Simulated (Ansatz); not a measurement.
# PdRh: the change of energy above lowest point with volume scale

Free energy against uniform scaling of the volume at fixed shape and fractions; periodic cell, basis, potentials, k mesh and filling as listed. The results are calculated, by Ansatz 0.2.0.

The cell before it is scaled or strained (space group R-3m, No. 166):
```
cell vectors (Å)
   1.3792     0.7963     4.4952
  -1.3792     0.7963     4.4952
   0.0000    -1.5926     4.4952
atoms (fractions of the cell vectors)
Pd  0.00000  0.00000  0.00000
Rh  0.50000  0.50000  0.50000
```

Settings of every row: functional PBEsol; dispersion none; potentials PAW; wave cutoff 500 eV; density cutoff 2000 eV; k mesh 12x12x12; k shift 0x0x0; occupations fermi dirac; smearing width 0.1 eV; spin none; SCF threshold exponent -9.

Limits: coarse k mesh, up to 40 meV an atom off; the cell comes from a prototype or a list of computed structures and needn't be the stable phase.

| row | volume scale | V (Å³/atom) | energy above lowest point (meV/atom) |
| --- | --- | --- | --- |
| 1 | 0.88 | 13.033 | 61.5 |
| 2 | 0.92 | 13.626 | 7.7 |
| 3 | 0.96 | 14.218 | 0 |
| 4 | 1 | 14.811 | 27.7 |
| 5 | 1.04 | 15.403 | 82.5 |
| 6 | 1.08 | 15.996 | 157.8 |
| 7 | 1.12 | 16.588 | ? |

Question: what energy above lowest point should row 7 give?

Worked fit of energy above lowest point. Take u = (V_r/V)^(2/3) − 1 with V_r = 14.514 Å³ an atom, which is twice the finite (Eulerian) strain; such expansions in the strain, on which the Birch-Murnaghan equation of state is built, carry the rest volume and the bulk modulus. The shown rows have u = 0.07439, 0.04299, 0.01383, -0.01341, -0.03886, -0.06276. Least squares give energy above lowest point = 10 − 1029.6 × u + 22050 × u² + 14765 × u³ meV/atom; a parabola predicts inner rows, each left out in turn, worse (root mean square 1.5 against 0.087 meV/atom). The rows lie off it by 0.0, 0.0, 0.0, 0.0, 0.1, 0.0. Its lowest point lies at u = 0.0228, or V = 14.03 Å³ an atom, and the curvature there gives the bulk modulus at fixed shape and fractions, B = (4/9)(1 + u)² E″(u)/V = 245 GPa. Letting shape and atoms relax would as a rule lower it, by much in layered, chain or molecular crystals. The withheld row has u = -0.08519, so the fit gives 10 − 1029.6 × (-0.08519) + 22050 × (-0.08519)² + 14765 × (-0.08519)³ = 248.6 meV/atom.

The calculation gave 248.3 meV/atom. The fit lies 0.3 meV/atom (0.12 % of the column's range) above it; its largest miss of a shown row is 0.1 meV/atom. This row lies beyond the range of the fit.
